# Reach-through barrier lowering and injection in the BARITT diode

A BARITT (barrier injection transit time) diode is a p⁺np⁺ sandwich biased until the n layer is depleted from contact to contact. Holes cross a small residual barrier next to the forward-biased junction and drift through the rest of the layer. The barrier fixes how much hole current a small ac field releases and in what phase. The drift delays that current until it opposes the voltage, which gives a negative resistance in a band set by the transit time.

## Premises and conventions

1. One dimension. The n layer fills $0<x<W$, with uniform donor density $N$ and permittivity $\varepsilon$. Both p⁺ regions have acceptor density $N_A\gg N$, abrupt junctions and negligible voltage drop.
2. The contact at $x=0$ (emitter) is positive by $V$. The potential $\psi$ is zero at $x=0$, the field is $F=-d\psi/dx$, a hole has energy $q\psi$, and $V_T=kT/q$.
3. Depletion approximation: the depleted layer holds the charge $qN$ and no mobile carriers.
4. Boltzmann statistics, so $V_{bi}=V_T\ln(N_AN/n_i^2)$, and $D=\mu V_T$ with a constant hole mobility $\mu$ near the barrier.
5. No avalanche, and no recombination during transit.
6. Small signals vary as $e^{i\omega t}$ and carry a tilde. Impedances are those of unit area, in Ω cm².

Premise 3 is relaxed in a later section, because it is poor at microwave current densities.

## Reach-through voltage

Below reach-through the n layer has a neutral, floating middle. Only leakage flows, so the forward bias of the emitter junction is small against $V_{bi}$ and the collector junction takes practically all of $V$. Integrating $d^2\psi/dx^2=-qN/\varepsilon$ twice from a neutral edge, where $F=0$, gives a drop $qNw^2/2\varepsilon$ over a width $w$. Hence

$$W_1=\sqrt{\frac{2\varepsilon V_{bi}}{qN}},\qquad W_2=\sqrt{\frac{2\varepsilon (V_{bi}+V)}{qN}} .$$

Define

$$V_{FB}=\frac{qNW^2}{2\varepsilon}.$$

Then $W_1/W=\sqrt{V_{bi}/V_{FB}}$ and $W_2/W=\sqrt{(V_{bi}+V)/V_{FB}}$. Reach-through is $W_1+W_2=W$, that is $\sqrt{V_{bi}+V}=\sqrt{V_{FB}}-\sqrt{V_{bi}}$. Squaring cancels $V_{bi}$:

$$V_{RT}=V_{FB}-2\sqrt{V_{FB}V_{bi}} .$$

This is positive when $V_{FB}>4V_{bi}$; a thinner or lighter layer is depleted at zero bias.

## The barrier beyond reach-through

For $V>V_{RT}$ one Poisson equation spans the layer. The two built-in steps are equal and opposite, so $\psi(0)=0$ and $\psi(W)=-V$. With $qN/\varepsilon=2V_{FB}/W^2$ the solution is

$$\psi(x)=(V_{FB}-V)\frac{x}{W}-V_{FB}\frac{x^2}{W^2}.$$

The field at the emitter, $F(0)=-(V_{FB}-V)/W$, pushes holes back and vanishes at $V=V_{FB}$. The bands are then flat at the emitter, which explains the name flat-band voltage. Setting $d\psi/dx=0$ locates the maximum and gives its height:

$$x_R=W\,\frac{V_{FB}-V}{2V_{FB}},\qquad V_B=\psi(x_R)=\frac{(V_{FB}-V)^2}{4V_{FB}} .$$

At $V=V_{RT}$ the numerator is $4V_{FB}V_{bi}$ and $V_B=V_{bi}$, so the two regimes join. Completing the square, with the Debye length $L_D=\sqrt{\varepsilon V_T/qN}$,

$$\psi=V_B-V_T\frac{(x-x_R)^2}{2L_D^2},\qquad x_R=L_D\sqrt{2V_B/V_T}.$$

The parabola keeps its curvature at every bias and only slides toward the emitter. Differentiating, $dV_B/dV=-x_R/W$: the collector lowers the barrier through a lever ratio, as the drain does in a punched-through MOSFET.

The maximum of $\psi$ is a well for electrons. They escape into the emitter at a rate proportional to $n\,e^{-V_B/V_T}$, which has to balance a nearly fixed generation current. So $n$ falls exponentially as $V_B$ drops, and the layer is free of electrons once $V_{bi}-V_B$ exceeds a few $V_T$.

## Current over the barrier

The hole current $J=q\mu pF-qD\,dp/dx$ can be written

$$J=-qD\,e^{-\psi/V_T}\frac{d}{dx}\left(p\,e^{\psi/V_T}\right),$$

as differentiation and $D=\mu V_T$ confirm. $J$ is uniform. Multiply by $e^{\psi/V_T}$ and integrate from 0 to $W$ with $p=N_A$ at both ends:

$$J\int_0^W e^{\psi/V_T}dx=qDN_A\left(1-e^{-V/V_T}\right).$$

The last exponential is negligible for $V\gg V_T$. The integrand is a Gaussian of standard deviation $L_D$ about $x_R$, so only the mobility near the top matters, and for $x_R$ of several $L_D$ the limits can go to infinity and give $\sqrt{2\pi}\,L_D\,e^{V_B/V_T}$. Therefore

$$J=J_0\exp\left[-\frac{q(V_{FB}-V)^2}{4kT\,V_{FB}}\right],\qquad J_0=qN_Av_D,\qquad v_D=\frac{D}{\sqrt{2\pi}L_D}.$$

If holes crossed the top without scattering, thermionic emission would replace $v_D$ by the one-way thermal velocity $\sqrt{kT/2\pi m^*}$. The smaller velocity limits the flow. Neither depends on bias, so the exponent is the same in both pictures. The slope is $d\ln J/dV=x_R/(WV_T)$, and at $V_{RT}$ the current is $qv_Dn_i^2/N$.

## Injection conductance and phase

The barrier responds to the local field, which equals the terminal voltage over $W$ only when the injected charge is negligible. Add a field $\tilde F$, uniform over $0<x<x_R$ since the charge there is fixed. The potential at $x_R$ changes by $-x_R\tilde F$, and the shift of the maximum contributes only in second order because $d\psi/dx=0$ there. If the barrier current follows instantly,

$$\sigma\equiv\frac{dJ}{dF}=\frac{J\,x_R}{V_T}=J\,\frac{\varepsilon\,(V_{FB}-V)}{NWkT}.$$

Continuity, $\partial J_p/\partial x=-q\,\partial p/\partial t$, and Poisson's equation, $\varepsilon\,\partial F/\partial x=q(N+p)$, make the total current $J_p+\varepsilon\,\partial F/\partial t$ independent of $x$. At the barrier $\tilde J=(\sigma+i\omega\varepsilon)\tilde F$, and the fraction carried by holes is

$$\gamma=\frac{\tilde J_p}{\tilde J}=\frac{\sigma}{\sigma+i\omega\varepsilon}=\cos\varphi\;e^{-i\varphi},\qquad \tan\varphi=\frac{\omega\varepsilon}{\sigma}.$$

The injected current is in phase with the field. The total current leads the field because of its displacement part, so the holes lag the total current by $\varphi$, with $0<\varphi<\pi/2$. Lag and amplitude are tied together: approaching $\pi/2$ drives $|\gamma|=\cos\varphi$ to zero.

## Drift zone and impedance

Let $s=x-x_R$ run over the drift length $L=W-x_R$. Suppose the drift velocity $v(s)$ is set by the dc field and isn't modulated by $\tilde F$, and neglect diffusion. Then $\tilde J_p=qv\tilde p$, and continuity reads $d\tilde J_p/ds=-(i\omega/v)\tilde J_p$. Its solution is

$$\tilde J_p(s)=\gamma\tilde J\,e^{-i\omega\tau(s)},\qquad \tau(s)=\int_0^s\frac{ds'}{v}.$$

The remainder of the total current is displacement current, so $\tilde F(s)=\tilde J\,[1-\gamma e^{-i\omega\tau}]/i\omega\varepsilon$. The first term is the geometric capacitance. The real part of the second gives a resistance per unit length,

$$\frac{dR}{ds}=\frac{\cos\varphi}{\omega\varepsilon}\,\sin\left[\varphi+\omega\tau(s)\right].$$

A slice absorbs power while the accumulated phase is below $\pi$ and delivers power between $\pi$ and $2\pi$. With the transit angle $\theta=\omega\tau(L)$, at fixed frequency and for any velocity profile, $R$ has its first minimum when the layer ends at

$$\theta_{opt}=2\pi-\varphi,$$

which lies between $3\pi/2$ and $2\pi$.

The injection zone adds the voltage $x_R\tilde F=x_R\tilde J/(\sigma+i\omega\varepsilon)$, whose real part is a positive resistance. For a constant saturated velocity $v_s$, $\theta=\omega L/v_s$ and the integral is elementary:

$$R=\frac{\cos\varphi}{\omega\varepsilon}\left\{x_R\sin\varphi+\frac{v_s}{\omega}\left[\cos\varphi-\cos(\varphi+\theta)\right]\right\}.$$

As $\omega\to0$ the full impedance tends to $W/\sigma+L^2/2\varepsilon v_s$. The first term is $dV/dJ$ of the exponential law. The second is the space-charge resistance of the drifting holes, which adds $JL^2/2\varepsilon v_s$ to the dc bias.

The drift term alone has these properties.

- It is negative for $2\pi-2\varphi<\theta<2\pi$. Ohmic injection, $\varphi=0$, closes the window.
- At $\theta_{opt}$ it equals $-(v_s/\omega^2\varepsilon)\cos\varphi\,(1-\cos\varphi)$. This is deepest at $\cos\varphi=1/2$, that is $\varphi=\pi/3$, $\sigma=\omega\varepsilon/\sqrt3$, $\theta=5\pi/3$, with the value $-v_s/4\omega^2\varepsilon$.
- For $\sigma\ll\omega\varepsilon$ the bracket tends to $\sin\theta$, the window opens to $\pi<\theta<2\pi$ and the optimum tends to $3\pi/2$, while the depth shrinks as $\cos\varphi$.

Because $\sigma\propto J$, the bias current is a tuning parameter. Too little starves $|\gamma|$ and too much removes the lag.

The angle $3\pi/2$ also governs large signals. With $V=V_0+V_1\sin\omega t$ and $V_1\gg V_TW/x_R$, the exponential releases a short pulse at the voltage peak, $\omega t=\pi/2$. At constant velocity the pulse induces a constant terminal current $2\pi J/\theta$ for a phase interval $\theta$, where $J$ is the cycle average. The mean ac power absorbed per area is

$$\frac{1}{2\pi}\int_{\pi/2}^{\pi/2+\theta}V_1\sin\alpha\;\frac{2\pi J}{\theta}\,d\alpha=JV_1\frac{\sin\theta}{\theta}.$$

The ideal efficiency is $-(V_1/V_0)\sin\theta/\theta$: $0.212\,V_1/V_0$ at $3\pi/2$, with a maximum of $0.217\,V_1/V_0$ at $\theta=4.49$ rad.

## Holes on the emitter side of the barrier

Between the emitter and the top the holes are near equilibrium, $p=N_Ae^{-\psi/V_T}$, and they outnumber the donors wherever $\psi<V_T\ln(N_A/N)$. That part of the barrier is steep, thin and screened. To size the effect, put $w=(V_B-\psi)/V_T$, $\xi=(x_R-x)/L_D$ and $r=(N_A/N)e^{-V_B/V_T}=J/qNv_D$. Poisson's equation becomes $d^2w/d\xi^2=1+re^{w}$. Multiplying by $dw/d\xi$ and integrating from the top, where $w$ and its slope vanish, gives $(dw/d\xi)^2=2w+2r(e^w-1)$. For $N_A\gg N$ the upper limit $V_B/V_T$ can go to infinity, and the top sits at

$$x_R'=L_D\int_0^\infty\frac{dw}{\sqrt{2w+2r(e^w-1)}} .$$

Downstream the donor field is $F=(V_T/L_D^2)(x-x_R')$, so a field change at a fixed plane is $\delta F=-(V_T/L_D^2)\,\delta x_R'$, while $\delta\ln J=\delta\ln r$. Differentiating under the integral,

$$\sigma=\frac{J\,x_{\rm eff}}{V_T},\qquad x_{\rm eff}=\frac{L_D}{K},\qquad K=\int_0^\infty\frac{r(e^w-1)\,dw}{[2w+2r(e^w-1)]^{3/2}} .$$

Since $\delta V_B=-V_T\,\delta\ln r=-x_{\rm eff}\,\delta F$, the length $x_{\rm eff}$ also replaces $x_R$ in the injection-zone voltage. The drift length becomes $W-x_R'$ and the bias $V=V_{FB}(1-x_R'/W)^2-V_B$. The estimate overcounts holes near the top, where the diffusion solution has half the equilibrium density, and it ignores their effect on $v_D$. It supports two figures at most.

## Slow start of the drift

The field rises from zero at the top. Take the assumed velocity law $1/v=1/v_s+1/\mu F$ with $F=qNs/\varepsilon$. Pure drift would give a logarithmically divergent time at $s=0$, where diffusion moves the holes at a speed of order $D/L_D$. Replacing $s$ by $s+L_D$ in the field supplies that speed, and

$$\tau(s)=\frac{s}{v_s}+\tau_N\ln\left(1+\frac{s}{L_D}\right),\qquad \tau_N=\frac{\varepsilon}{qN\mu}=\frac{L_D^2}{D}.$$

The logarithm accumulates phase over little distance, so it shortens the absorbing part of the layer. Halving or doubling the cutoff length shifts the downstream phase by about $\omega\tau_N\ln2$.

Where the velocity isn't saturated it is modulated. Then $\tilde J_p=qv\tilde p+\sigma_d\tilde F$ with $\sigma_d=(J/v)\,dv/dF$, and continuity gains a source: $d\tilde J_p/ds=-(i\omega/v)(\tilde J_p-\sigma_d\tilde F)$. For the law above $\sigma_d/v=J/\mu F^2$. Integrated with the same cutoff and $\tilde F$ taken uniform, the source is $i\omega\tau_N(JL_D/V_T)\tilde F$. Relative to $\sigma\tilde F$ it is $i\omega\tau_NK$, a phase advance that takes back part of the lag.

## Range of validity

- The static law needs $V_B$ a few $V_T$ below $V_{bi}$ and $x_R$ of several $L_D$, so it covers neither the knee at $V_{RT}$ nor the approach to $V_{FB}$.
- The depletion forms of $x_R$ and $\sigma$ need $V_B\gg V_T\ln(N_A/N)$. This is fair near reach-through and fails at microwave currents, where $x_R'$ and $x_{\rm eff}$ take over.
- The terminal characteristic is exponential only while $JL^2/2\varepsilon v_s\ll V_TW/x_R$. Above that the space-charge resistance dominates. The definition $\sigma=dJ/dF$ survives, because it refers to the local field.
- The dc field profile needs $J\ll qNv$ throughout, which is weakest near the top, where the ratio is of order $r$.
- A real, frequency-independent $\sigma$ needs $\omega\tau_N\ll1$, since $\tau_N$ is the time to diffuse across the top.
- Constant velocity needs $\tau_N\ln(L/L_D)\ll L/v_s$. The rule $\theta_{opt}=2\pi-\varphi$ does not.
- The collector field $qNL/\varepsilon$ has to stay well below breakdown. Electrons from impact ionisation collect in the well, neutralise donors and lower the barrier.
- Linear response needs $x_{\rm eff}|\tilde F|\ll V_T$.

## Illustration: silicon p⁺np⁺ at 10 GHz

The static dielectric constant is the compiled value 11.7 at 300 K (Ioffe Institute), so $\varepsilon=1.036\times10^{-12}$ F/cm, and $V_T=25.85$ mV at $T=300$ K. Typical silicon values are $n_i=1.0\times10^{10}$ cm⁻³, $\mu=450$ cm²/(V s) and $v_s=8\times10^6$ cm/s for holes. The assumed design is $N=2\times10^{15}$ cm⁻³, $N_A=10^{19}$ cm⁻³, $W=4.6$ µm, $J=50$ A/cm² and area $3\times10^{-4}$ cm², that is 15 mA. $J$ and $W$ were chosen to put $\varphi$ near $\pi/3$ and $\varphi+\theta$ near $2\pi$ in the corrected model. All results are the model's.

**Statics.** $V_{FB}=32.7$ V, $V_{bi}=0.851$ V and $V_{RT}=22.2$ V. $L_D=91.4$ nm and $D=11.6$ cm²/s give $v_D=5.1\times10^5$ cm/s. For an assumed effective mass between $0.5\,m_0$ and $m_0$ the thermal velocity is 3.8 to $2.7\times10^6$ cm/s, so diffusion limits the flow and $J_0=8.1\times10^5$ A/cm². The field one Debye length from the top, 2.8 kV/cm, is well below $v_s/\mu=17.8$ kV/cm, which supports the constant mobility there. At reach-through $J=4.1\times10^{-9}$ A/cm², $x_R=0.74$ µm and the slope is 0.37 V per decade. At 50 A/cm², $V_B/V_T=\ln(J_0/J)=9.70$ and $V_B=0.251$ V, with a slope of 0.68 V per decade in the depletion model.

**Corrections.** $V_T\ln(N_A/N)=0.220$ V is nearly the whole barrier, so the emitter-side holes cannot be dropped. With $r=0.31$ the integrals give $x_R'=2.5\,L_D$ and $K=0.56$. At 10 GHz, $\omega\varepsilon=0.0651$ S/cm, $\tau_N=7.2$ ps and $\omega\tau_N=0.45$.

| Quantity | Depletion, constant $v_s$ | With emitter-side holes and slow start |
|---|---|---|
| position of the top (µm) | 0.40 | 0.23 |
| lever length in $\sigma$ (µm) | 0.40 | 0.16 |
| bias without drift space charge (V) | 27.0 | 29.3 |
| $\sigma$ (S/cm) | 0.078 | 0.031 |
| $\varphi$ (deg) | 40 | 64 |
| $\theta$ (deg) | 189 | 297 |

In the first column the window would open only at $\theta=280°$, so that model gives this layer a positive resistance. Its own best drift zone, $\varphi=\pi/3$ and $\theta=5\pi/3$, has $\sigma=0.038$ S/cm, $L=6.7$ µm and a drift term of $-4.9\times10^{-4}$ Ω cm². In the second column the transit time is 55 ps from saturated drift plus 28 ps from the slow start, and $\varphi+\theta=362°$. The two corrections decide both the sign of $R$ and the layer thickness.

The drifting holes add 0.58 V at saturated velocity, and somewhat more with the slow start, against 0.30 V for $V_TW/x_R$. The dc curve has already left the exponential, and the operating bias is about 30 V. The ratio $J/qNv_s$ is 0.020 and the collector field is 135 kV/cm. The dissipation of 0.45 W in a disc of radius $a$ on thick silicon raises the temperature by $P/4\kappa a\approx9$ K, with the compiled $\kappa=130$ W/(m K) (Ioffe Institute), so 300 K inputs are adequate.

**Impedance.** Integrating $dR/ds$ numerically with $\tau(s)$ over $L=4.37$ µm gives $-9.5\times10^{-4}$ Ω cm². The injection zone adds $x_{\rm eff}\sin\varphi\cos\varphi/\omega\varepsilon=+1.0\times10^{-4}$ Ω cm², so

$$R\approx-8.5\times10^{-4}\ \Omega\,\mathrm{cm^2}.$$

The imaginary part of the same field integral is

$$X=-\frac{1}{\omega\varepsilon}\left\{x_{\rm eff}\sin^2\varphi+L-\cos\varphi\int_0^L\cos[\varphi+\omega\tau]\,ds\right\}=-7.25\times10^{-3}\ \Omega\,\mathrm{cm^2}.$$

On the assumed area this is $-2.8$ Ω in series with $-24i$ Ω, and $|X/R|\approx9$. The cutoff uncertainty is 0.31 rad and the velocity-modulation advance 0.25 rad. Shifting the drift-zone phase by $\pm0.3$ rad moves $R$ between $-9.0$ and $-7.1\times10^{-4}$ Ω cm², so the second figure of $R$ is not significant. Diffusive smearing of the hole wave and the series resistance of substrate and contacts are left out, and an assumed 1 Ω in series would remove about a third of the negative resistance. Silicon X-band BARITT diodes typically show $|X/R|$ from about ten to a few tens at the chip terminals, so the model's value of 9 errs on the optimistic side, by up to a factor of two or three.